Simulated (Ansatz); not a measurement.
# A series in volume scale on La₃In

All results are calculated (Ansatz 0.2.0). Periodic Kohn-Sham DFT of a crystal at fixed atoms, scaled to volume_scale times the given cell; pressure positive in compression, energy less spherical unpolarised free atoms, largest_vzz the field gradient of largest size among the nuclei.

The cell before it is scaled or strained (space group Pm-3m, No. 221):
```
CELL_PARAMETERS angstrom
5.08540 0.00000 0.00000
0.00000 5.08540 0.00000
0.00000 0.00000 5.08540
ATOMIC_POSITIONS crystal
La 0.00000 0.50000 0.50000
La 0.50000 0.00000 0.50000
La 0.50000 0.50000 0.00000
In 0.00000 0.00000 0.00000
```

Settings of every row: method all-electron LAPW; functional PBEsol; relativity scalar; k mesh 7x7x7; filling fermi-dirac; smearing width 0.05 eV; basis error target 1 meV/atom; nucleus gaussian.

Atom start moment: 0 on all atoms.

Limits: no spin-orbit coupling on heavy atoms.

```csv
row,volume scale,V (Å³/atom),energy less free atoms (eV/atom),pressure (GPa)
1,0.94,30.906,-5.0621,-0.314
2,0.98,32.221,?,?
3,1,32.879,-5.0432,-2.631
4,1.01,33.208,-5.0375,-2.952
5,1.04,34.194,-5.0166,-3.822
```

Question: what energy less free atoms and pressure should row 2 give?

Worked fit of energy less free atoms. Take u = (V_r/V)^(2/3) − 1 with V_r = 33.043 Å³ an atom, which is twice the finite (Eulerian) strain; such expansions in the strain, on which the Birch-Murnaghan equation of state is built, carry the rest volume and the bulk modulus. The shown rows have u = 0.04558, 0.00332, -0.00332, -0.02257. Least squares give energy less free atoms = −5.04044 − 0.8638 × u + 8.527 × u² eV/atom; a straight line predicts inner rows, each left out in turn, worse (root mean square 0.0057 against 3.7e-05 eV/atom). All shown rows lie on it to the printed digit. The withheld row has u = 0.01694, so the fit gives −5.04044 − 0.8638 × (0.01694) + 8.527 × (0.01694)² = -5.0526 eV/atom.

The calculation gave -5.0526 eV/atom. The fit meets it to the printed digit.

Worked fit of pressure. Take u = (V_r/V)^(2/3) − 1 with V_r = 33.043 Å³ an atom, which is twice the finite (Eulerian) strain; such expansions in the strain, on which the Birch-Murnaghan equation of state is built, carry the rest volume and the bulk modulus. The shown rows have u = 0.04558, 0.00332, -0.00332, -0.02257. Least squares give pressure = −2.793 + 48.502 × u + 129.1 × u² GPa; a straight line predicts inner rows, each left out in turn, worse (root mean square 0.086 against 0.0011 GPa). The rows lie off it by 0.000, 0.000, 0.001, 0.000. The withheld row has u = 0.01694, so the fit gives −2.793 + 48.502 × (0.01694) + 129.1 × (0.01694)² = -1.934 GPa.

The calculation gave -1.937 GPa. The fit lies 0.003 GPa (0.086 % of the column's range) above it; its largest miss of a shown row is 0.001 GPa.
